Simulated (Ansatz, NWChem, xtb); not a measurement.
A small benchmark: dipole moment

8 molecules with halogens; the dipole moment in D, computed less measured. Shapes, held fixed at every level: PBE0-D4/def2-TZVP. No vibrational averaging. Dipoles are compared by magnitude; molecules under 1 D, whose direction can flip, are left out. Programs: Ansatz 0.2.0, NWChem 7.3.0, xtb 6.7.1. Measured values: NIST CCCBDB.

Levels: A = GFN0-xTB; B = r2SCAN-D4/def2-TZVPP; C = PBE0/def2-SVP; D = B3LYP-D4/def2-TZVPP.

```tsv
molecule	measured	A	B	C	D
PF3 (phosphorus trifluoride)	1.03	+0.39	-0.18	+0.07	+0.02
CH3Br (bromomethane)	1.81	+0.15	+0.14	+0.02	+0.08
CH3Cl (chloromethane)	1.87	-0.19	+0.05	+0.01	+0.01
CH3F (fluoromethane)	1.85	+0.34	-0.12	-0.04	-0.05
CHCl2F (dichlorofluoromethane)	1.29	+0.31	-0.06	+0.04	-0.04
SiH2Cl2 (dichlorosilane (DCS))	1.13	-0.23	-0.02	+0.14	+0.01
SiH3Cl (SMILES [SiH3]Cl)	1.31	-0.64	-0.09	+0.06	-0.06
C2H3F3 (1,1,1-trifluoroethane)	2.32	+0.22	-0.09	-0.11	-0.03
```

(1) Which level does best on this set, which worst, and which err to one side?

## Answers

(1) 
| level | kind | mean error | mean absolute error | worst case |
| --- | --- | --- | --- | --- |
| GFN0-xTB | semi-empirical | +0.044 | 0.309 | SiH3Cl |
| r2SCAN-D4/def2-TZVPP | meta-GGA | -0.046 | 0.094 | PF3 |
| PBE0/def2-SVP | global hybrid | +0.024 | 0.061 | SiH2Cl2 |
| B3LYP-D4/def2-TZVPP | global hybrid | -0.007 | 0.038 | CH3Br |

On this set B3LYP-D4/def2-TZVPP has the smallest mean absolute error and GFN0-xTB the largest. r2SCAN-D4/def2-TZVPP is too low in 6 of 8; PBE0/def2-SVP is too high in 6 of 8. The levels differ in basis as well as in method. The smallest two are near a tie. Relativity is left out for Br. The set is small.

GFN0-xTB's small mean error comes from cancellation: it overestimates the dipole in all four fluorine-containing molecules and underestimates it in the three whose only halogen is chlorine, which suggests an element-dependent imbalance in its charges rather than a uniform offset. The halomethanes expose this well. Their measured dipoles are nearly equal because the greater charge separation in C–F is offset by its shorter bond, a balance that GFN0-xTB upsets by raising CH3F and lowering CH3Cl. In SiH3Cl, its worst case, the hydridic Si–H bonds oppose the strongly polar Si–Cl bond, so the net dipole is sensitive to small errors in how charge is shared among Si, H and Cl.

B3LYP-D4 has a smaller absolute error than r2SCAN-D4 for every molecule in the same basis, probably in part because exact exchange improves the charge distribution. The correction is not a uniform increase in polarity, since the dipoles of CH3Cl and CH3Br fall while the others rise. Good net dipoles do not establish that the individual bond polarities are right.
